Silicon carbide in its wurtzite form has been calculated twice at the same points of reciprocal space. The column "state start level" holds PBE levels. The column "state corrected level" holds the same states after PBE exchange and correlation have been replaced by bare Hartree-Fock exchange, in one step and with the orbitals kept. Each column is measured from its own top filled level at Γ, the point with zero reciprocal vector. The results of the last two rows are withheld.

ABINIT 10.8.3 plane-wave calculation of wurtzite SiC (4-atom cell): PBE start levels and their one-shot Hartree-Fock correction, with PseudoDojo NC SR PBE v0.4.1 standard pseudopotentials, a wave cutoff of 1006.82 eV and an unshifted 6×6×3 k mesh. Each column of levels counts from its own highest filled level.

```csv
row,state k a (reciprocal cell vector),state k b (reciprocal cell vector),state k c (reciprocal cell vector),state band,state start level (eV),state corrected level (eV),state weight z
1,0.000,0.000,0.000,top filled,0.000,0.000,1.00000
2,0.000,0.000,0.000,first empty,4.619,12.240,1.00000
3,0.167,0.000,0.000,top filled,-0.370,-0.488,1.00000
4,0.167,0.000,0.000,first empty,4.714,12.189,1.00000
5,0.333,0.000,0.000,top filled,-1.202,-1.817,1.00000
6,0.333,0.000,0.000,first empty,3.199,10.300,1.00000
7,0.500,0.000,0.000,top filled,-1.488,-2.221,1.00000
8,0.500,0.000,0.000,first empty,2.593,9.569,1.00000
9,0.167,0.167,0.000,top filled,-1.172,-1.550,1.00000
10,0.167,0.167,0.000,first empty,5.099,12.699,1.00000
11,0.333,0.167,0.000,top filled,-2.707,-3.820,1.00000
12,0.333,0.167,0.000,first empty,3.486,10.541,1.00000
13,0.333,0.333,0.000,top filled,-4.043,-5.503,1.00000
14,0.333,0.333,0.000,first empty,2.327,9.108,1.00000
15,0.000,0.000,0.333,top filled,-0.635,-1.004,1.00000
16,0.000,0.000,0.333,first empty,5.114,12.843,1.00000
17,0.167,0.000,0.333,top filled,-1.079,-1.608,1.00000
18,0.167,0.000,0.333,first empty,4.756,12.249,1.00000
19,0.333,0.000,0.333,top filled,-1.718,-2.409,1.00000
20,0.333,0.000,0.333,first empty,3.216,10.305,1.00000
21,0.500,0.000,0.333,top filled,-2.049,-2.832,1.00000
22,0.500,0.000,0.333,first empty,2.917,9.899,1.00000
23,0.167,0.167,0.333,top filled,-1.522,-2.124,1.00000
24,0.167,0.167,0.333,first empty,4.816,12.269,1.00000
25,0.333,0.167,0.333,top filled,-1.712,-2.404,1.00000
26,0.333,0.167,0.333,first empty,3.886,11.083,1.00000
27,?,?,?,top filled,?,?,?
28,?,?,?,first empty,?,?,?
```

**(a) How do the levels move when bare exchange replaces PBE, and why do they not all move by the same amount?**

*Solution.* All shifts here are relative to the top filled level at Γ, so the table cannot say how much of the opening is a lowering of filled levels and how much a raising of empty ones. On this scale the known empty levels rise by 6.8 to 7.7 eV. The filled levels below the top one at Γ sink, by up to 1.5 eV. The gap between the highest filled and the lowest empty level therefore opens from 2.3 to 9.1 eV. On the whole, deeper filled levels sink more and higher empty levels rise more, so both groups of bands are stretched as well as pulled apart.

The pulling apart comes from the repulsion of an electron by itself. The filled bands can be pictured as bond orbitals, each holding its own electrons. An electron in such an orbital must not repel itself, and Hartree-Fock exchange removes that false repulsion exactly. An electron added to an empty band has no place among these orbitals and feels the repulsion of all the others. PBE uses one local potential for filled and empty states alike, which blurs the distinction.

The stretching has a related origin. Electrons lower their energy by hopping between neighbouring atoms, and the filled states are mainly those that gain from it, the bonding ones. Exchange with these filled states acts as additional hopping of the same sign. States that gained energy from hopping now gain more, and antibonding states that paid for it now pay more. Both explanations are arguments from theory; the table shows the pulling apart and the stretching but not their causes.

In a real crystal the other electrons also rearrange around an added electron or a hole, which lowers the cost of creating either. Bare exchange leaves out this screening, so 9.1 eV is no improved gap; the measured one is roughly 3 eV, a recalled figure. The "state weight z" of 1 has a purely formal reason: bare exchange does not depend on the energy at which it is evaluated. It is no sign of weak correlation.

**(b) Forecast the two withheld exchange levels, first without and then with knowledge of their PBE levels.**

*Solution.* The mesh shows which point is left. Seven in-plane positions appear with a third component of zero, but only six of them with a third component of 0.333. The remaining point is (1/3, 1/3, 1/3), which lies above the point K of row 14 along the crystal's c axis.

For the empty PBE level I start from K, at 2.327 eV, and treat the band as a parabola along c. That the level cannot lie below K is no forecast: the run reports 2.327 eV as the PBE gap on the whole mesh. With a cell length $c$ of about 5.0 Å, the step is $q = 2\pi/(3c) \approx 0.42$ Å⁻¹. With an effective mass of about 0.3 electron masses, like $c$ a rough recalled value, the rise is

$$\frac{\hbar^2 q^2}{2m^*} \approx \frac{3.8 \times 0.42^2}{0.3}\ \text{eV} \approx 2.2\ \text{eV}.$$

This would give about 4.5 eV. Bands usually flatten away from their minimum, so I lower the forecast to 4.2 eV, with a range of 3.3 to 5.1 eV.

The filled PBE level is a matter of judgement. At K it lies at -4.043 eV, but the six known filled levels in the plane of the withheld point all lie above -2.1 eV. I place it between the two, at -2.5 eV, with a range of -3.3 to -1.7 eV.

The exchange step needs only a simple rule. If exchange stretches each group of bands evenly, the corrected level $E_x$ should follow the PBE level $E$ along a straight line, one for each group. Fitted to the 26 known rows, the lines are

$$E_x = -0.07 + 1.36\,E \ \ \text{(filled)}, \qquad E_x = 6.13 + 1.29\,E \ \ \text{(empty)},$$

with energies in eV. The slopes above one express the stretching. All four fitted numbers belong to this calculation, which is not converged in cutoff and mesh; the mesh matters because the exchange sum has a singularity that a coarse grid handles poorly. The pseudopotentials were also made for PBE and are not consistent with bare exchange.

For the filled level the line gives $-0.07 + 1.36 \times (-2.5) \approx -3.5$ eV. The uncertainty of the PBE guess is stretched too, so the range is -4.6 to -2.4 eV. The empty level comes out at 11.6 eV, with a range of 10.4 to 12.8 eV.

The second forecast takes the withheld PBE levels as input and therefore tests the exchange step alone. I expect each line to hit its exchange level within 0.2 eV, and to do better than a rigid shift of each group. The bar cannot be much narrower, because energy does not settle everything: rows 5 and 9 have nearly equal PBE levels, yet their shifts differ by 0.24 eV. A different orbital make-up of the two states is my guess at the reason.

**(c) Compare the forecasts with the computed levels. Where did the errors arise?**

*Solution.*

The withheld rows as computed:

```csv
row,state k a (reciprocal cell vector),state k b (reciprocal cell vector),state k c (reciprocal cell vector),state band,state start level (eV),state corrected level (eV),state weight z
27,0.333,0.333,0.333,top filled,-2.309,-3.190,1.00000
28,0.333,0.333,0.333,first empty,4.280,11.603,1.00000
```

All the levels fall within their forecast ranges. The first forecast of the filled exchange level is 0.29 eV too low. Most of this comes from the PBE guess, which was 0.19 eV too deep; the line stretches that error to $1.36 \times 0.19 \approx 0.26$ eV. The hard part was to say where the band lies, not what exchange does to it.

The first forecast of the empty exchange level is only 0.04 eV too low, which flatters the method. The PBE guess was 0.08 eV too low, while the line itself errs upwards, and the two errors partly cancel.

With the true PBE levels as input, the lines miss by 0.03 eV for the filled and 0.06 eV for the empty level, well within the 0.2 eV allowed. Neither row was part of the fit. For the filled level the line clearly beats a rigid shift, which misses by 0.26 eV.

For the empty level my expectation failed: the rigid shift misses by 0.05 eV and does as well as the line. This level lies not far from the middle of the empty levels, where a line and a constant shift nearly agree, so it hardly tests the stretching. The case for the line rests mainly on the known rows. When each is predicted from the others, the typical error is 0.09 eV for the lines and 0.36 eV for the rigid shifts, as the output below shows.

Printed output of the fit:

```
Opening of the gap from PBE to bare exchange, known rows (eV): 6.781
Smallest rise of a known empty level (eV): 6.781
Largest rise of a known empty level (eV): 7.729
Largest sinking of a known filled level (eV): 1.46
Shift of row 9 less shift of row 5, nearly equal PBE levels (eV): 0.237
fit of state_corrected_level on 26 rows: coefficient of filled -0.07446 +/- 0.04, coefficient of fs 1.361 +/- 0.022, coefficient of empty 6.129 +/- 0.092, coefficient of es 1.293 +/- 0.023; rms 0.0726, worst 2 -0.138, leave-one-out rms 0.0891
  rows outside the fit (model, value, miss): 27 -3.218, -3.19, -0.0275; 28 11.66, 11.6, 0.0606
fit of shift on 26 rows: coefficient of filled -0.6218 +/- 0.096, coefficient of empty 7.273 +/- 0.096; rms 0.331, worst 13 0.838, leave-one-out rms 0.359
  rows outside the fit (model, value, miss): 27 -0.6218, -0.881, 0.259; 28 7.273, 7.323, -0.0498
Twice the leave-one-out rms of the two lines (eV): 0.1782
Parabolic lift above K for a rough mass of 0.3 (eV): 2.228
Blind forecast of the filled exchange level (eV): -3.478
Blind forecast of the empty exchange level (eV): 11.56
Revealed PBE level, filled (eV): -2.309
Revealed PBE level, empty (eV): 4.28
Blind PBE guess less computed, filled (eV): -0.191
Blind PBE guess less computed, empty (eV): -0.08
Blind exchange forecast less computed, filled (eV): -0.2875
Blind exchange forecast less computed, empty (eV): -0.04281
```
